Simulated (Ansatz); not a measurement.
**Loss of CH3F: C3H5F2 → C2H2F + CH3F**

Species: C3H5F2 `C[C](F)CF`, doublet; C2H2F `C=[C]F`, doublet; CH3F (fluoromethane) `CF`, singlet. 

Shapes, held fixed at every level: PBE0-D4/def2-TZVP. Flexible molecules stand in one conformer, not always the lowest. Programs: Ansatz 0.2.0. The zero-point and thermal change to 298 K, harmonic and unscaled (PBE0-D4/def2-TZVP), is -9.8 kJ/mol.

```json
{"level": "HF/def2-SVP", "kind": "Hartree–Fock", "ΔH(298 K) (kJ/mol)": "+154.7", "CPU time (sum over the molecules)": "–"}
{"level": "SPW92/def2-TZVPP", "kind": "LDA", "ΔH(298 K) (kJ/mol)": "+222.0", "CPU time (sum over the molecules)": "8.3 s"}
{"level": "PBE-D4/def2-TZVPP", "kind": "GGA", "ΔH(298 K) (kJ/mol)": "+182.7", "CPU time (sum over the molecules)": "16 s"}
{"level": "BHLYP-D4/def2-TZVPP", "kind": "global hybrid", "ΔH(298 K) (kJ/mol)": "+183.1", "CPU time (sum over the molecules)": "21 s"}
{"level": "PBE0-D4/def2-TZVPP", "kind": "global hybrid", "ΔH(298 K) (kJ/mol)": "+192.2", "CPU time (sum over the molecules)": "19 s"}
{"level": "wB97M-V/def2-TZVPP", "kind": "range-separated hybrid", "ΔH(298 K) (kJ/mol)": "+184.3", "CPU time (sum over the molecules)": "53 s"}
{"level": "B2PLYP/def2-TZVPP", "kind": "double hybrid", "ΔH(298 K) (kJ/mol)": "+169.4", "CPU time (sum over the molecules)": "28 s"}
```

B2PLYP/def2-TZVPP gives ΔH(298 K) = +169.4 kJ/mol; the levels span +154.7 to +222.0. The median of the levels is +183.1. No measured value is set beside it here. Spin contamination: C2H2F (⟨S²⟩ up to 0.93). Open shells run unrestricted unless RO is named. Times are processor times on shared x86 and Arm servers, and rough.

Loss of fluoromethane is strongly endothermic at every level, so the sign is secure even though the magnitude is not. In the simplest bookkeeping, the CH2F group keeps its fluorine and takes up a hydrogen from the methyl group, and the broken and formed C–H bonds largely cancel. What remains is the exchange of a C–C σ bond for a weaker C=C π bond. The radical centre also becomes less favourable: the fluoroalkyl radical is stabilised by hyperconjugation and fluorine lone-pair donation, whereas the unpaired electron of the 1-fluorovinyl radical occupies an in-plane σ-type orbital that cannot conjugate with the π bond.

The high LDA value fits that functional's familiar overbinding, which penalises the net loss of bonding. Exact exchange alone does not order the results: PBE0 lies above both PBE and BHLYP, although BHLYP carries the largest exact-exchange share of the three. The close agreement between PBE and BHLYP therefore probably reflects compensating errors rather than convergence. Fragmentation gains entropy, but the reaction enthalpy does not establish whether this concerted-looking elimination can compete kinetically with simple β-scission.
